**Sequential and coherent resonant tunnelling carry the same current: one level, two leads and a probe**

A double-barrier diode can be read in two ways. In the coherent reading an electron wave crosses a Fabry-Perot resonator with a Breit-Wigner transmission. In the sequential reading, put forward by Luryi in 1985, the electron tunnels into the well, forgets its phase, and tunnels out in a second step. Weil and Vinter showed in 1987 that both give the same resonant current. I will derive this in the smallest model that contains both limits, and then take it to a thin-barrier InGaAs/AlAs diode, where the condition behind it starts to fail.

Conventions: $e>0$, and $I$ is $e$ times the electron flux from emitter L to collector R. A width $\Gamma_a=2\pi|t_a|^2\rho_a$ is an energy, $\Gamma_a/\hbar$ is the golden-rule escape rate into lead $a$, and widths are full widths at half maximum. I write $\Gamma=\Gamma_L+\Gamma_R$. Results hold per spin-resolved state until I sum over states.

## The rate equation

Take one level $\varepsilon$ with occupation $f$ and no interaction:

$$\hbar\,\dot f=\Gamma_L(f_L-f)+\Gamma_R(f_R-f),$$

with the lead Fermi functions evaluated at $\varepsilon$. The steady state and the current $I=(e/\hbar)\Gamma_L(f_L-f)$ are

$$f=\frac{\Gamma_Lf_L+\Gamma_Rf_R}{\Gamma},\qquad I_{\rm seq}=\frac{e}{\hbar}\frac{\Gamma_L\Gamma_R}{\Gamma}\,[f_L(\varepsilon)-f_R(\varepsilon)].\tag{1}$$

No dephasing rate appears in (1). It assumes a sharp level.

## The same level solved exactly, with adjustable coherence

Let the widths be independent of energy, and attach a third reservoir $\varphi$, a Büttiker probe of width $\Gamma_\varphi$. It absorbs electrons and re-emits them with no phase memory. With $\Gamma_t=\Gamma+\Gamma_\varphi$ the model is quadratic and exact:

$$G^r=\frac{1}{E-\varepsilon+i\Gamma_t/2},\qquad A(E)=-2\,{\rm Im}\,G^r=\frac{\Gamma_t}{(E-\varepsilon)^2+\Gamma_t^2/4},\qquad\int\frac{dE}{2\pi}A=1 .$$

The lesser function is $-iG^<=Af_w$ with $f_w=\sum_a\Gamma_af_a/\Gamma_t$, and the current from reservoir $a$ into the level is

$$I_a=\frac{e}{h}\int dE\,\Gamma_aA(E)\,[f_a(E)-f_w(E)].$$

The probe must return every electron at the energy at which it took it, so $f_\varphi=f_w$. The definition of $f_w$ then gives $\Gamma f_w=\Gamma_Lf_L+\Gamma_Rf_R$. The occupation of the rate equation holds exactly, at each energy and for any $\Gamma_\varphi$. Inserting it into $I_L$,

$$I=\frac{e}{\hbar}\frac{\Gamma_L\Gamma_R}{\Gamma}\int\frac{dE}{2\pi}A(E)\,[f_L(E)-f_R(E)].\tag{2}$$

In Landauer form $I=(e/h)\int T_{\rm eff}(f_L-f_R)\,dE$ with $T_{\rm eff}=(\Gamma_L\Gamma_R/\Gamma)A$. At $\Gamma_\varphi=0$ this is the Breit-Wigner formula. In general, with $T_{ab}=\Gamma_a\Gamma_b|G^r|^2$,

$$T_{\rm eff}=T_{LR}+\frac{T_{L\varphi}T_{\varphi R}}{T_{L\varphi}+T_{\varphi R}},$$

and the coherent first term is the fraction $\Gamma/\Gamma_t$ of the whole. Dephasing lowers the peak to $4\Gamma_L\Gamma_R/(\Gamma\Gamma_t)$ and widens the line to $\Gamma_t$, while the area stays $2\pi\Gamma_L\Gamma_R/\Gamma$.

That is the theorem. Equation (2) is (1) with $f_L-f_R$ averaged over a line of unit weight. The two agree exactly when $f_L-f_R$ is constant across the line, for instance $f_L=1$, $f_R=0$, whatever $\Gamma_\varphi$ is. They agree approximately when the total width $\Gamma_t$, scattering included, is small against the energy scale on which the supply of electrons changes.

*Question: does this depend on the probe being elastic?*

Not for constant widths. Require only that the integrated probe current vanish, so that $I_R=-I_L$. Then $I=(\Gamma_RI_L-\Gamma_LI_R)/\Gamma$, and $f_w$ cancels in this combination, which leaves (2). This is the proportionate-coupling argument of Meir and Wingreen (1992). It holds for any interaction confined to the well, with $A$ the full spectral function.

*Question: which energy scale is meant?*

It depends on where the level sits. The average of a Fermi function over the line is

$$\int\frac{dE}{2\pi}A f=\frac12-\frac1\pi{\rm Im}\,\psi\!\left(\frac12+\frac{\Gamma_t/2+i(\varepsilon-\mu)}{2\pi k_BT}\right),$$

with $\psi$ the digamma function. At $T=0$, with the level in the middle of a bias window $eV$, it gives $I/I_{\rm seq}=(2/\pi)\arctan(eV/\Gamma_t)$. For an assumed window of 100 meV this is 0.994, 0.874 and 0.758 at $\Gamma_t=1$, 20 and 40 meV. With assumed $\Gamma_L=\Gamma_R=10$ meV, $I_{\rm seq}=1.217\ \mu$A. In linear response at $\varepsilon=\mu$ the scale is $k_BT$. Differentiating with respect to $\mu$ and dividing by the sharp-level value $1/4k_BT$ gives $G/G_{\rm seq}=(2/\pi^2)\,\psi'(\tfrac12+\Gamma_t/4\pi k_BT)$. For $\Gamma_t=20$ meV this is 0.82 at 300 K and 0.046 at 4.2 K. So $\Gamma_t\ll E_F$ is not the condition for a single level near a Fermi edge. It becomes the condition in a planar diode, after the sum over transverse momenta.

## The planar diode

Assume one parabolic mass $m$ in emitter and well and a conserved transverse wave vector $k_\parallel$. Each $k_\parallel$ and spin is then a copy of the one-level model in the longitudinal energy $E$, counted from the emitter band bottom. Take $T=0$ and a bias so large that $f_R=0$. The sum of $f_L$ over $k_\parallel$ and spin is $(m/\pi\hbar^2)(E_F-E)$ per area. With $x=E/E_F$ and $r=\varepsilon/E_F$,

$$J=J_0\,j,\qquad J_0=\frac{emE_F^2}{2\pi^2\hbar^3},\qquad j=\int_0^1dx\,(1-x)\,T_{\rm eff}(x).$$

The emitter has no states below $E=0$, which is the origin of the negative differential resistance, so $\Gamma_L$ cannot be constant. A semi-infinite chain with hopping $t$, spacing $a$ and dispersion $-2t\cos ka$ has the surface Green function $-e^{ika}/t$. With contact hopping $t'$ the self-energy near the band bottom is $-(t'^2/t)(1+ika)$. The constant goes into $\varepsilon$, the next real term is smaller than the imaginary one by $ka/2$ and vanishes in the continuum limit, and $\Gamma_L\propto k\propto\sqrt E$ remains. The elastic-probe argument was made at each energy, so $T_{\rm eff}=(\Gamma_L\Gamma_R/\Gamma)A$ survives with energy-dependent widths.

Choose $\Gamma_L=\gamma E_Fu$ with $u=\sqrt x$, $\Gamma_R=\gamma E_F$ and $\Gamma_\varphi=\gamma_\varphi E_F$. Then $\Gamma_L\Gamma_R/\Gamma=\gamma E_Fu/(1+u)$, and supply times coupling is $\gamma W$ with $W=u(1-u)$. The rate equation gives

$$j_{\rm seq}=2\pi\gamma\sqrt r\,(1-\sqrt r)\quad(0<r<1),$$

zero outside, with its maximum $\pi\gamma/2$ at $r=1/4$. The exact current is

$$j=-4\gamma\,{\rm Im}\int_0^1\frac{u^2(1-u)\,du}{u^2+i\gamma u/2-r+i\eta},\qquad\eta=\frac{\gamma+\gamma_\varphi}{2}.$$

The denominator has the roots $u_\pm=-i\gamma/4\pm w$, $w=\sqrt{r-\gamma^2/16-i\eta}$. Division leaves the polynomial $1-u+i\gamma/2$ and two simple poles, so that

$$j=-2\gamma^2-4\gamma\,{\rm Im}\,\frac{g(u_+)-g(u_-)}{2w},\qquad g(u)=u^2(1-u)\ln\!\left(1-\frac1u\right),\tag{3}$$

on the principal branch, since neither root is real and positive. As the widths vanish for $0<r<1$, $u_+\to\sqrt r-i0$, the logarithm acquires $-i\pi$, and (3) tends to $j_{\rm seq}$. At $r=1/4$ the first-order expansion of $q=j/(\pi\gamma/2)$ is

$$q\simeq1-\frac{12+\ln3}{2\pi}\,\gamma-\frac{4\ln3}{\pi}\,\gamma_\varphi=1-2.085\,\gamma-1.399\,\gamma_\varphi.\tag{4}$$

*Question: why is the correction linear? Averaging a smooth function at its maximum should give a quadratic term.*

A Lorentzian has no second moment. Its wings $\Gamma_t/(E-\varepsilon)^2$ reach the whole supply window and beyond. For constant $\gamma_t=\Gamma_t/E_F$ and a weight that vanishes at both ends, the average to first order is $W(r)+(\gamma_t/2\pi)\,{\rm P}\!\int W'(x)\,dx/(x-r)$. Here the principal value is $\int_0^1(1-2u)\,du/(u^2-\tfrac14)=-2\ln3$, and division by $2\pi W=\pi/2$ gives $-4\ln3/\pi$. At $r=1/4$ the total width is $\gamma_t=1.5\gamma+\gamma_\varphi$, so this rule predicts $2.098\gamma$ for the first term of (4). The small remainder comes from the energy dependence of $\Gamma_L$ inside $A$. The deficit is about $1.4\,\Gamma_t/E_F$, and it hardly matters which process supplies the width.

## Numbers for InGaAs/AlAs

For an In$_{0.53}$Ga$_{0.47}$As emitter I use the typical mass $0.041\,m_0$ and an assumed $E_F=100$ meV, which in a parabolic band means $1.2\times10^{18}$ cm$^{-3}$. Then $J_0=66.35$ mA/µm².

For the widths, estimate the decay constant in AlAs from the two-band form $\kappa^2=(2m_b\Delta/\hbar^2)(1-\Delta/E_g)$. The direct gap is $E_g=3.099$ eV, a compiled bulk value at 0 K (Vurgaftman 2001), which only approximates a strained thin layer. With the typical $m_b=0.15\,m_0$ and an assumed depth $\Delta=1.0$ eV below the barrier edge, $\kappa=1.63$ nm$^{-1}$. For an assumed thickness $d=1.0$ nm, $e^{-2\kappa d}=0.038$. The prefactor of a rectangular barrier between equal materials is at most 4, so $T_b\lesssim0.15$. In a hard-wall well the attempt rate $v/2L_w$ equals $E_1/\pi\hbar$, and an assumed confinement energy $E_1=0.25$ eV gives $\Gamma_i\approx E_1T_b/\pi\lesssim12$ meV. This fixes the order only. I assume $\gamma E_F=10$ meV for the thin barrier and 0.1 meV for a thick one. The probe widths are assumed too. The last two columns come from (3), in units of the sequential peak $\pi\gamma/2$.

| $\gamma E_F$ (meV) | $\Gamma_\varphi$ (meV) | $\Gamma_t/E_F$ at $r=1/4$ | coherent fraction | $r=1/4$ | $r=-1/2$ |
|---|---|---|---|---|---|
| 0.1 | 0 | 0.0015 | 1 | 0.998 | 0.00024 |
| 0.1 | 2 | 0.0215 | 0.070 | 0.970 | 0.0035 |
| 10 | 0 | 0.15 | 1 | 0.817 | 0.024 |
| 10 | 20 | 0.35 | 0.43 | 0.636 | 0.053 |

The rate equation gives 1 and 0 in the last two columns. The first two rows are the theorem at work. The peak transmission falls 14-fold, transport turns from coherent to almost wholly sequential, and the current changes by 3 per cent. In the thin-barrier rows the condition is failing. The model's current at $r=1/4$ is 10.4 mA/µm² from the rate equation, 8.5 mA/µm² for coherent tunnelling and 6.6 mA/µm² with the probe. The first-order formula (4) gives 0.79 and 0.51 there, so it overshoots the deficit.

*Question: then a thin-barrier diode can tell coherent from sequential transport?*

Only through the width. What fails in the third row is the sharp level of the rate equation, although no scattering is present. A thick barrier with $\Gamma_\varphi=20$ meV violates the condition too, with a first-order deficit of 0.28. The resonant current is proportional to the spectral weight inside the supply window, and losing weight is not the same as losing phase.

*Question: and off resonance?*

There the equality says nothing, because (1) vanishes and the wings are everything. For small widths the last column is $(4/\pi)\int_0^1u^2(1-u)[\gamma(1+u)+\gamma_\varphi]\,du/(u^2+\tfrac12)^2=0.240\gamma+0.161\gamma_\varphi$. Between the first two rows it grows 14-fold. The valley is sensitive to scattering while the peak is not.

*Question: these diodes run at room temperature, and the band is not parabolic. What survives?*

At 300 K, $k_BT=25.85$ meV and $E_F-E$ becomes $k_BT\ln[1+e^{(\mu-E)/k_BT}]$. With $\mu=100$ meV the sequential current at $r=1/4$ rises by a factor 1.018, and the ratio of exact to sequential current in the last row moves from 0.636 to 0.66.

The barrier factor adds an energy dependence $d\ln\Gamma_i/dE=\kappa d\,(1-2\Delta/E_g)/[\Delta(1-\Delta/E_g)]$, which is 0.09 across $E_F$. The collector velocity adds $1/2E_c$ to $d\ln\Gamma_R/dE$, or 0.10 across $E_F$ for an assumed kinetic energy $E_c=0.5$ eV. Both tilt $W$ in both pictures alike, and one expects them to change the coefficient 1.4 by a fraction of that order.

Non-parabolicity is larger. With the typical InGaAs gap of 0.75 eV the mass grows by about $2E/E_g=0.27$ at 100 meV. This rivals the deficits in the table as far as absolute currents go. A heavier mass in the well also makes the resonance energy depend on $k_\parallel$. That spreads the current-voltage peak in both pictures, while the equality is still to be judged for each $k_\parallel$. The third digits of the table therefore belong to the model and not to a device.

*Question: what about charge in the well?*

With $f_R=0$ and constant $\Gamma_R$, the formula for $I_R$ gives $J=en_s\Gamma_R/\hbar$ exactly, where $n_s$ is the sheet density. Equal currents thus mean equal stored charge. At the sequential peak $n_s=(m/\pi\hbar^2)(3E_F/4)(1/3)=4.28\times10^{11}$ cm$^{-2}$. If all its field lines end on the emitter side, they change the drop across 1.0 nm of AlAs by 7.7 mV, with the compiled static dielectric constant 10.06 (Ioffe Institute), and spacer layers add to this. The shift is of the size of the widths. It alters the map from bias to $r$, and it leaves $j(r)$ as it is at the mean-field level.

A small dot differs. If double occupation is blocked, the rate equation for the states $0,\uparrow,\downarrow$ at $f_L=1$, $f_R=0$ gives $I=(e/\hbar)\,2\Gamma_L\Gamma_R/(2\Gamma_L+\Gamma_R)$. For equal widths that is 2/3 of twice (1). Equation (2) still holds for each spin, but only the weight $1-n_{-\sigma}=2/3$ lies inside the window.

*Question: does shot noise separate the two limits?*

Not for the non-interacting level at large bias. The coherent Fano factor is $1-\int T^2dE/\int T\,dE=1-2\Gamma_L\Gamma_R/\Gamma^2$, using $\int T^2dE=4\pi\Gamma_L^2\Gamma_R^2/\Gamma^3$. The rate equation with a counting field $s$ on the collector jump has the leading eigenvalue $\hbar\lambda=-\Gamma/2+[\Gamma^2/4+\Gamma_L\Gamma_R(e^s-1)]^{1/2}$, and $\lambda''(0)/\lambda'(0)$ is the same expression.

*Question: how close is the model to a real diode?*

As typical knowledge, terahertz InGaAs/AlAs diodes with barriers near 1 nm have peak current densities of roughly 10 to 30 mA/µm² and peak-to-valley ratios of 2 to 3 at room temperature. The model's 6.6 to 8.5 mA/µm² lies below that range by a factor of up to about four. Since $J_{\rm seq}$ at the peak scales as $E_F$ times the widths, a more heavily doped emitter would raise it. The valley is missed more seriously. The last row has a ratio of 12 between $r=1/4$ and $r=-1/2$, several times too high. The probe conserves $E$ and $k_\parallel$ separately, whereas phonons, alloy disorder and interface roughness exchange transverse for longitudinal energy. Once $\Gamma_L$ depends on the longitudinal energy, the couplings are no longer proportionate and $f_w$ does not cancel from the current. Higher subbands and thermal activation add further valley current. The equality protects the resonant current to relative order $\Gamma_t/E_F$, with a coefficient near 1.4 in this model, and it offers no protection to the valley.